Question: Which of my two rules for the dielectric constant of MgS is wrong?

I have the electronic dielectric constant of zincblende MgS at nine volumes. The cell at 22.686 Å³ per atom is unstrained and the others are squeezed or stretched evenly in all directions.

Calculated with Ansatz 0.2.0 for zincblende MgS, using r2SCAN without spin polarisation, PAW potentials, a 500 eV plane-wave cutoff, a 6×6×6 k mesh and fixed occupations. The strained cells are scaled evenly from the r2SCAN geometry. The dielectric constant is the linear response to a uniform electric field with the atoms held fixed.

```
volume (Å³/atom)  shortest distance (Å)  electronic dielectric xx
          20.071                  2.354                     3.828
          20.705                  2.378                     3.807
          21.352                  2.403                     3.788
          22.012                  2.427                     3.773
          22.686                  2.452                     3.761
          23.374                  2.476                     3.751
          24.075                  2.501                     3.744
          24.790                  2.525                     3.740
          25.519                  2.550                     3.739
```

I know two rules of thumb. The first says that stretching leaves fewer polarisable atoms in each cubic centimetre, so the dielectric constant should fall in step with the density. The second says that a narrower band gap means a larger dielectric constant, and in these runs the direct gap narrows from 4.83 to 3.55 eV as the cell grows. Which rule fails here, how could I have seen it from the numbers, and is the density functional to blame?

Answer:

Both fail, and in opposite directions. The volume grows by about a quarter, yet the dielectric constant ε drops by only about 2%. Over the same range the density rule predicts a fall some seven times too large, and the gap rule predicts a rise. Two large effects nearly cancel: stretching leaves fewer formula units in each cubic centimetre, but each of them responds more strongly. The density rule leaves out the second effect, and the gap rule exaggerates it.

Write V for the volume and R for the electronic response of one formula unit to a field. Then

ε − 1 = constant × R / V

The density rule holds R fixed. The gap rule lets R change, and treats each valence electron as a charge on a spring. An electron with excitation energy E has a spring stiffness proportional to E², so R goes as 1/E², and the rule takes the band gap for E.

Here are both rules worked out for the largest cell, starting from the unstrained one, where ε − 1 is 2.761. That starting row is matched by construction, so only the other rows test the rules.

Density rule: ε = 1 + 2.761 × (22.686 / 25.519) = 3.45

Gap rule: ε = 1 + 2.761 × (22.686 / 25.519) × (4.142 / 3.545)² = 4.35

The calculation gives 3.74, between the two. On the compressed side the errors change places: the density rule comes out too high and the gap rule too low.

You may suspect that the density rule fails because it ignores the field that neighbouring atoms exert on each other. The Clausius–Mossotti equation includes that field in its simplest form, again with a fixed polarisability. It does worse, giving 3.23 for the largest cell. So adding this field doesn't rescue a fixed polarisability.

You can recognise such a failure from the computed rows alone, without a measurement: take the quantity that the rule holds constant and work it out for every row. The Clausius–Mossotti polarisability climbs steadily from 4.65 to 5.82 Å³ per formula unit. For the gap rule the constant should be (ε − 1) × V × gap², and from the smallest to the largest cell it falls by about a third. A steady drift like this means that the rule has left out or misjudged something that changes with volume.

Be careful about which gap you use. The smallest gap, direct or not, widens slightly over the first four rows while ε falls, just as the rule would like. From the unstrained cell onwards it narrows, and ε still falls. The turn comes because the lowest empty state moves from the X point of the Brillouin zone to its centre, Γ, and ε shows no kink there. Half of the table would have seemed to support a rule that the other half refutes.

Why does R grow at all? In MgS the valence electrons sit mostly on the sulfide ions, and their neighbours confine them. In a larger cell they are held less tightly, so a field shifts them more easily. That is the standard picture for soft anions; the calculation gives the total response and doesn't divide it between the ions. The total does grow, by 23% against 27% for the volume, so the two effects nearly cancel.

Why does the gap rule overdo this softening? The direct gap belongs to Γ alone, while the response adds up transitions from the whole zone. Between 20.705 and 24.790 Å³ per atom the gap at Γ shrinks by 21%, but the direct gap at X shrinks by less than 2%. The lowest empty state at Γ in such crystals is typically an antibonding combination of s orbitals, which drops quickly when the atoms move apart. It makes Γ a poor spokesman for the rest of the zone.

The table even tells you how much softening the spring picture needs between those two rows. The effective excitation energy must change by the factor

√[(2.807 × 20.705) / (2.740 × 24.790)] = 0.925

which is a fall of 7.5%. A plain average of the lowest direct gap over thirteen points of the zone falls by 10%, much closer than Γ alone. Even so, with this average the rule gives a rise in ε of 0.11, where the calculation has a fall of 0.07. The average is rough. It uses only part of the mesh and gives every point the same weight, which counts Γ far too heavily, and it leaves out the higher bands and the strengths of the transitions. When two large effects nearly cancel, a small error in one of them decides the sign, so this wrong sign doesn't show that a full, properly weighted average would fail too.

The same balance lets you put the flattening of the curve into numbers. If R grows as a power p of the volume, ε − 1 goes as V to the power p − 1, and ε stops changing when p reaches one. Comparing the end rows of each half gives p ≈ 0.80 on the compressed side and 0.93 on the stretched side. The last steps in ε are smaller than the stated numerical error of about 0.009 per value, but the series is smooth enough to make the flattening believable. Whether ε would start to rise in still larger cells is not settled by these rows.

As for the functional, this table can't convict or acquit it, because it holds neither a second level of theory nor a measurement. Functionals of this kind usually make gaps too small, so the absolute values of ε may be somewhat high. The failures above are of another sort: two simple pictures disagree with the very calculation that supplied their input.

For practical use, the refractive index of this zincblende form (MgS usually takes the rocksalt structure) is roughly √ε for light well below the gap but well above the lattice vibrations. It goes from 1.96 to 1.93 across the whole range, so strain of this kind barely changes it. Don't use these values for a slowly varying field, though. The atoms were held still while the field acted, and in a polar crystal their motion adds a substantial part.

For another insulator, first ask how fast the response of one formula unit grows compared with the volume. If it grows more slowly, ε falls on stretching; if faster, ε rises. The band gap at a single point can't settle that race.
